A band energy is the energy that an electron can have in a crystal when its wave has a given direction and wavelength, and the k-point states which wave is meant. The energies here were computed for GaN with the PBE density functional and are counted from the highest filled level. Band -1 is the highest filled level at each point, and band +1 the lowest empty one. The third component of k, called $q$ below, tells how fast the wave changes along the hexagonal axis $c$. It is 0 at GAMMA, M and K, and 0.5 at A, L and H, which lie directly above them on the upper face of the zone.

Band energies of GaN (space group P6_3mc) in its measured cell, a = 3.180 and c = 5.166 angstrom, computed with Ansatz 0.2.0 using PBE and scalar-relativistic frozen-core PAW, without spin polarisation. The plane-wave cutoff is 420 eV, the k mesh 9 × 9 × 5 and the Fermi-Dirac smearing 0.02 eV. Energies are counted from the valence top, and degenerate levels are repeated.

| k-point | k in reciprocal vectors | band -4 (eV) | band -3 (eV) | band -2 (eV) | band -1 (eV) | band +1 (eV) | band +2 (eV) |
| --- | --- | --- | --- | --- | --- | --- | --- |
| GAMMA | 0 0 0 | -1.06 | -0.06 | 0.00 | 0.00 | 1.96 | 4.30 |
| M | 0.5 0 0 | -4.27 | -2.78 | -2.26 | -0.99 | 5.08 | 5.61 |
| K | 0.3333 0.3333 0 | -5.34 | -3.04 | -3.04 | -2.71 | 5.13 | 7.87 |
| A | 0 0 0.5 | -0.55 | -0.55 | -0.55 | -0.55 | 4.29 | 4.29 |
| L | 0.5 0 0.5 | -1.96 | -1.96 | -1.93 | -1.93 | 4.43 | 4.43 |
| H | 0.3333 0.3333 0.5 | -4.22 | -4.22 | -1.51 | -1.51 | 6.50 | 6.50 |

## What happens

On the upper face every listed level has a partner at the same energy, and at A four filled levels coincide. At $q=0$ most levels appear in the table without a partner. The exceptions are the top pair at GAMMA and the middle pair at K. So something joins the levels as one moves up along $c$, and it does so at three quite different places in the zone.

PBE gives a gap of 1.96 eV, while the measured one is roughly 3.4 eV. The distance from filled to empty levels is therefore not to be trusted. The comparisons below stay within the filled levels or within the empty ones.

## The tempting answer: layers that ignore each other

The cell holds two equal Ga–N layers, stacked along $c$ and each half a cell high. Two equal layers that hardly interact would give each level twice, so the pairs look like a sign of weak contact. But layers without contact would give pairs at $q=0$ as well. At GAMMA the two lowest empty levels are 2.34 eV apart. Among the filled levels, a doublet at the top and a second one, of which the table lists one member, are 1.06 eV apart. The layers interact strongly, and the pairs on the upper face need another cause.

## Why the levels pair

The cause is a symmetry. A half-turn about $c$ together with a shift by half a cell carries one layer into the other. Combine this step with a reversal of the electron's motion, and every k-point on the upper face returns to itself. Done twice, the combined step is a shift by one whole cell, which on that face changes the sign of the wave. A wave without a partner could not change sign in this way, because the reversal cancels whatever phase it picks up. Hence there must be a second wave with the same energy, however strongly the layers interact. Spin–orbit coupling, which is left out here, would undo part of these degeneracies. For the highest filled levels the splitting is expected to be only of the order of 0.01 eV.

## Where the pairs lie

Symmetry demands the pairs but does not set their energy. For that, a chain of identical atoms is a useful stand-in, with each layer playing the part of one atom. From one layer to the next the wave advances by a phase $\pi q$, and over two layers by $2\pi q$. Because the cell holds two layers, each $q$ also carries a second wave, whose phase from layer to layer is larger by $\pi$. This turns the sign of the first cosine and leaves the second as it was:

$$E_\pm(q)=E_0\pm a\cos(\pi q)+b\cos(2\pi q)$$

Here $E_0$ is a mean energy, $a$ stands for coupling between neighbouring layers, and $b$ for everything that acts over two layers, directly or through other bands. At $q=0$ the two levels are $2a$ apart. At $q=0.5$ they meet, and the meeting point lies $2b$ below their midpoint at $q=0$. If only neighbouring layers mattered, $b$ would vanish and every pair would lie exactly at that midpoint.

The filled doublets above GAMMA obey this midpoint rule. Their midpoint is -0.53 eV, and the level at A lies at -0.55 eV. A likely reason is that these states consist mainly of nitrogen p orbitals lying in the layers, whose coupling along $c$ hardly reaches beyond the neighbouring layer. The energies alone do not prove it.

The empty levels break the rule. Their midpoint at GAMMA is 3.13 eV, but the pair at A lies at 4.29 eV. Laid out as one continuous band along the chain, the energy rises by 2.33 eV from the lowest empty level to A, and at the far end of the band it stands at about the same height as at A. This fits the narrow valley of a light electron, for which a single cosine is too broad. From M to L the midpoint of the two lowest empty levels fails as well, by about 0.9 eV, though the table does not show that these two are the ones that join.

## One estimate in full

An energy between the end points is a sharper test than the end points alone, and on the way from K to H the calculation gives such energies at $q=0.4$. Take the outer filled levels at K, -2.71 and -5.34 eV, as single levels that meet in the lower filled pair at H, -4.22 eV. Half their distance gives $a=1.315$ eV, and their midpoint is -4.025 eV. The mean of midpoint and meeting point gives $E_0=-4.1225$ eV, and half their difference gives $b=0.0975$ eV. The upper branch at $q=0.4$ is then

$$-4.1225+1.315\times0.309-0.0975\times0.809=-3.80\ \text{eV}$$

The calculation gives -3.82 eV there, a value that played no part in setting the constants. With neighbouring layers alone the estimate would be -3.62 eV, but that curve already misses the pair at H by about 0.2 eV, and the second term was set to remove this miss. What the value at $q=0.4$ really tests is the rise away from H, which comes almost wholly from $a$. The agreement fits this choice of levels but tests it only weakly, since moving the lower level at K shifts the estimate by about a tenth as much. The table also stops at -5.34 eV and cannot show that this level is single. The constants remain a summary of the band's shape, since mixing with other bands enters both of them.

## A perfect match that misleads

The two lowest empty levels at K, 5.13 and 7.87 eV, have their midpoint at 6.50 eV. The empty pair at H lies at exactly 6.50 eV. This looks like the best success of the midpoint rule in the whole table. If it were one, the lower branch would have reached 6.08 eV at $q=0.4$. The calculation finds its lowest empty level there at 6.65 eV.

Another reading fits much better. K lies on a threefold axis, which together with the reflection planes through it allows doublets, and the filled pair at -3.04 eV is one. GAMMA has doublets too, but they behave differently. Above GAMMA the half-turn with its shift gives both members of a doublet the same sign, so each still needs a partner, and two doublets merge into the four levels at A. Above K the half-turn leads to a different k-point, and a reflection with a half-cell shift takes over its role. It gives the two members opposite signs. A doublet at K therefore already contains both partners that the upper face demands, so it runs from K to H as one level and has no midpoint to aim for. In the formula only $E_0$ and $b$ remain. If the upper empty level at K is a doublet that falls to the pair at H, the estimate at $q=0.4$ is 6.63 eV, close to the computed value.

The table stops before the twin of that level, so the doublet is inferred and not seen. The value between the end points rules out the midway meeting, because at $q=0.4$ no empty level lies as low as the pair at H. It says less about where the doublet starts. Such a branch is flat at H, so the estimate changes little with its energy at K, and the level at 5.13 eV, rising towards a higher pair, could itself be the one found at 6.65 eV. The symmetry labels of the states would settle the matter. The filled levels show the same kind of path. The upper pair at H, at -1.51 eV, lies above every filled level at K, so no midpoint of those levels can produce it.

Here the chain of atoms reaches its limit. It explains how single levels join, and it describes one band at a time. It has no threefold axis, and so it gives no warning that some levels at K arrive with their partner already in place.

## What to do about it

Read a pair on the upper face as a mark of the screw symmetry, and judge the contact between the layers by the splitting at GAMMA of levels that join at A. Away from GAMMA the splitting also depends on how the wave varies within the layers, and for a doublet at K it is zero however strong the contact. The same reasoning serves any non-magnetic crystal whose cell holds two layers related by a half-turn and a half-cell shift, as long as spin–orbit coupling is small. Use the midpoint only as a first guess for where a pair will lie. In GaN it does well for the filled doublets above GAMMA and badly for the lowest empty levels there.

Before joining levels at two k-points by a line, compute at least one point between them. The end points above K agreed with the wrong line to the last printed digit, and a single intermediate energy was enough to expose it. The program's output after this text lists the chain estimates for the paths above GAMMA and K beside the computed energies. For the upper empty branch above GAMMA it can only give the lowest value of that band on the mesh, which serves as a lower bound.

Numerical output:

```
Splitting and midpoint of the outer levels shown:
    row  filled v1 less v4 (eV)  empty c2 less c1 (eV)  midpoint of empty levels (eV)
  GAMMA                    1.06                   2.34                           3.13
      M                    3.28                   0.53                          5.345
      K                    2.63                   2.74                            6.5
      A                       0                      0                           4.29
      L                    0.03                      0                           4.43
      H                    2.71                      0                            6.5
GAMMA doublets, midpoint (eV): -0.53
A level less midpoint of GAMMA doublets (eV): -0.02
A empty level less midpoint of GAMMA empty levels (eV): 1.16
L empty level less midpoint of M empty levels (eV): -0.915
L less M, average of the four filled levels (eV): 0.63
K filled singlets, midpoint (eV): -4.025
H lower filled pair less midpoint of K singlets (eV): -0.195
H upper filled pair less K doublet (eV): 1.53
H empty pair less midpoint of K empty levels (eV): 0
Above GAMMA at 0.4, lower doublet, neighbour layers only (eV): -0.6938
Above GAMMA at 0.4, lower doublet, with further term (eV): -0.7119
Above GAMMA at 0.4, lower doublet, computed on the mesh (eV): -0.7074
Above GAMMA at 0.4, upper empty branch, neighbour layers only (eV): 3.492
Above GAMMA at 0.4, upper empty branch, with further term (eV): 4.541
Lowest value of the upper empty band anywhere on the mesh (eV): 4.303
Above K at 0.4, upper filled singlet, neighbour layers only (eV): -3.619
Above K at 0.4, upper filled singlet, with further term (eV): -3.795
Above K at 0.4, third filled level from the top, computed on the mesh (eV): -3.821
Above K at 0.4, lowest empty level if two singlets meet midway (eV): 6.077
Above K at 0.4, lowest empty level if a doublet falls from K (eV): 6.631
Above K at 0.4, lowest empty level, computed on the mesh (eV): 6.649
```
